### Question

Tin diselenide, SnSe₂, is a semiconductor built of flat layers, with weak bonding from one layer to the next. The table gives electron levels from a density-functional calculation with spin-orbit coupling, at seven points of reciprocal space.

Levels of bulk SnSe₂ (space group P-3m1) at points of a 6×6×4 k mesh, from FLEUR MaX-R8.1 (later development tree) with all-electron LAPW, PBEsol, spin-orbit coupling and Fermi-Dirac smearing of 0.05 eV. Energies are relative to the valence top on the mesh. Levels are numbered outward from the gap, counting both members of each degenerate pair.

```tsv
point a (reciprocal cell vector)	point b (reciprocal cell vector)	point c (reciprocal cell vector)	level point (row)	level under 3 (eV)	level under 1 (eV)	level over 1 (eV)
0.0000	0.0000	0.0000	1	-0.315	0.000	0.957
0.0000	0.1667	0.0000	2	-0.243	-0.003	2.225
0.0000	0.3333	0.0000	3	-0.658	-0.234	1.417
0.0000	0.5000	0.5000	4	-0.984	-0.694	0.765
0.3333	0.3333	0.0000	5	-1.630	-1.576	1.312
0.3333	0.3333	0.2500	6	-1.051	-0.984	1.843
0.3333	0.3333	0.5000	7	-0.475	-0.384	2.466
```

The coordinates a, b and c (columns point a, point b, point c) are fractions of the reciprocal cell vectors. The first two describe how the electron wave changes phase within a layer, and c describes the change from one layer to the next. "Level under 1" is the highest valence level at a point, "level under 3" the next distinct one below it, and "level over 1" the lowest conduction level. The zero of energy is the highest valence level on the whole mesh, and the lowest conduction level on that mesh lies at 0.70 eV.

Points 5, 6 and 7 stand above one another: they share a = b = 1/3 and differ only in c. The lowest is called K and the highest H.

(a) Find a rule with a single energy, common to all three levels, that gives the levels above K from those at K. Work it for the conduction level at point 6 and for the highest valence level at point 7.

(b) How accurate is the rule, and which of its results are real tests?

(c) May the same rule, with the same energy, be used above other points of the layer plane? Does a similar rule work within the plane?

### Model answer

**(a)** Two figures are worth remembering: from K to H the levels climb by about 1.2 eV, and half of the climb is done halfway up. The three levels rise by 1.15 to 1.19 eV, with a mean of 1.17 eV, so one energy can serve for all of them.

The shape of the climb follows from a simple picture. Suppose that each layer holds one state of energy $e$, and that this state is coupled only to its copies in the layers directly above and below, with strength $t$. An electron wave running through the stack changes its phase by $2\pi c$ at each step. The two neighbours together then contribute $2t\cos(2\pi c)$, so that

$$E(c) = e + 2t\cos(2\pi c).$$

At K all layers are in phase, and at H each layer is opposite in phase to the next. Since the levels rise on the way, $t$ is negative: waves in phase are lowered by the coupling, as in a bond, and waves of opposite phase are raised. Measured from K, the formula becomes

$$E(c) = E_\mathrm{K} + W\sin^2(\pi c), \qquad W = -4t \approx 1.17\ \text{eV}.$$

At point 6, c is 1/4 and the squared sine is exactly 1/2. The conduction level starts from 1.312 eV at K, so the estimate is 1.312 + 1.17/2 ≈ 1.90 eV. The table has 1.84 eV.

At point 7, c is 1/2 and the squared sine is 1, so the full rise is added. For the highest valence level this gives −1.576 + 1.17 ≈ −0.41 eV, against −0.38 eV in the table.

**(b)** The energy $W$ is the mean of the three rises from K to H. Point 7 therefore helped to set it, and good agreement there shows only that the three rises are alike. Point 6 was not used and is the real test. There the two valence levels come out within 0.01 eV, while the conduction level is estimated 0.05 eV too high, which is about 5 % of the full rise.

The rule should not be used for the small distance between the two valence levels. With one common $W$ this distance would stay as it is at K, 0.05 eV, whereas in the table it grows to 0.09 eV at H. The splitting probably comes from spin-orbit coupling itself. The makers of the data caution, from tests on other systems, against working out this coupling on few bands. This run used 150 bands for 54 electrons and recorded no warning, but there is no run with more bands here to test so small a splitting.

**(c)** The rule may not be moved to other places in the plane, and the zero of energy is enough to show it. At point 1, the centre Γ of the zone, the highest valence level is already the highest on the mesh. The point straight above it at c = 1/2 belongs to the mesh too. A rise of 1.2 eV would put a valence level there far above the valence top, which is a contradiction.

The conduction level gives a second example. Point 4, called L, lies straight above the mesh point M, and its conduction level is at 0.765 eV. Going down from L by the full $W$ would place the level at M at −0.40 eV, although no conduction level on the mesh lies below 0.70 eV. From M to L the level therefore rises by at most 0.07 eV, if it rises at all.

Within the plane, the same reasoning with the six nearest neighbours of a triangular lattice also gives a cosine along the line from point 1 to point 3. It places point 2 one third of the way from the level at point 1 to that at point 3. For the conduction level this means 1.11 eV, while the table has 2.23 eV. The rule fails because the level first climbs steeply and then falls again, whereas a single cosine runs in one direction between these points.

### Remarks on the reasoning

**Halfway does not prove a cosine.** A straight line from K to H would also have done half the climb at point 6. The table does exclude a parabola starting at K, the law of a free electron, which would have done only a quarter. Between line and cosine, symmetry decides. Turning the crystal about a twofold axis in the layer plane reverses c but leaves the energies above K unchanged, so a smooth curve must start flat at K and end flat at H. The difference matters close to K: at c = 1/8 the cosine has done about 15 % of the climb, the line 25 %.

**Why $W$ belongs to one place in the plane.** Each selenium atom at the surface of a layer faces three selenium atoms of the next layer. The wave reaches these three with phases set by a and b, so their contributions may support or cancel one another. The result also depends on whether the orbitals point across the gap between the layers or lie along it. For a similar layered crystal one should therefore expect the cosine to survive wherever one state per layer dominates, but take $W$ afresh for each level and each place in the plane. Above Γ, K and M, symmetry puts the turning points of the cosine at c = 0 and c = 1/2. Above a place of lower symmetry, such as point 2, they may lie at other heights, and the squared sine measured from c = 0 no longer serves.

**What the common rise hides.** Valence and conduction levels climb together above K, so the distance between them stays at 2.8 to 2.9 eV all the way up. A reader who looked only at this distance would conclude that the layers hardly notice each other. The levels themselves show the opposite, since their climb is larger than the gap of the material on this mesh. The two valence levels are probably a pair that only spin-orbit coupling separates, so their rises should be alike. That the conduction level climbs by nearly the same amount is not required by the simple picture; it is a finding of this calculation.

**Why the plane is harder.** The coupling within a layer is strong and involves several orbitals of tin and selenium. The conduction level may turn because its mixture of orbitals changes between points 1 and 3, or because coupling reaches beyond the nearest neighbours; the energies alone cannot tell. The practical lesson is to look at a point in between before trusting a cosine drawn through two ends.

**Which errors of the method matter.** Functionals of this kind usually make band gaps too small, so the conduction levels probably lie too low relative to the valence levels. A uniform shift of this sort drops out of the rule, because the rule uses only differences along one and the same level. It does not drop out of the gap, which should not be read from these numbers as a measured value would be. The mesh can also miss the true band edges, so the full gap of this calculation may be smaller than 0.70 eV. Mesh and cutoffs were usual working choices, not converged limits, and the atoms were held still, so $W$ belongs to this one fixed distance between the layers.

The output below lists the estimates at points 6 and 7 for all three levels, together with the trials at the other points.

Printed output of the fit:

```
rise from K to H, lower valence level (eV): 1.155
rise from K to H, top valence level (eV): 1.192
rise from K to H, conduction level (eV): 1.154
common rise W, mean of the three (eV): 1.167
size of effective coupling between layers, W/4 (eV): 0.2918
estimates at points 6 and 7, lower valence level (eV): -1.046, -0.463
estimates at points 6 and 7, top valence level (eV): -0.9925, -0.409
estimates at points 6 and 7, conduction level (eV): 1.895, 2.479
estimate less table at points 6 and 7, lower valence level (eV): 0.0045, 0.012
estimate less table at points 6 and 7, top valence level (eV): -0.0085, -0.025
estimate less table at points 6 and 7, conduction level (eV): 0.0525, 0.013
share of the rise done at point 6, lower valence level: 0.5013
share of the rise done at point 6, top valence level: 0.4966
share of the rise done at point 6, conduction level: 0.4601
top valence level that the rule would give half a cell above point 3 (eV): 0.933
conduction level that the rule would give at M, going down from L (eV): -0.402
largest rise from M to L that the mesh minimum allows, conduction level (eV): 0.065
in-plane cosine through points 1 and 3, conduction estimate at point 2 (eV): 1.11
in-plane cosine, estimate less table at point 2, conduction level (eV): -1.115
in-plane cosine, estimate less table at point 2, top valence level (eV): -0.075
in-plane cosine, estimate less table at point 2, lower valence level (eV): -0.1863
```
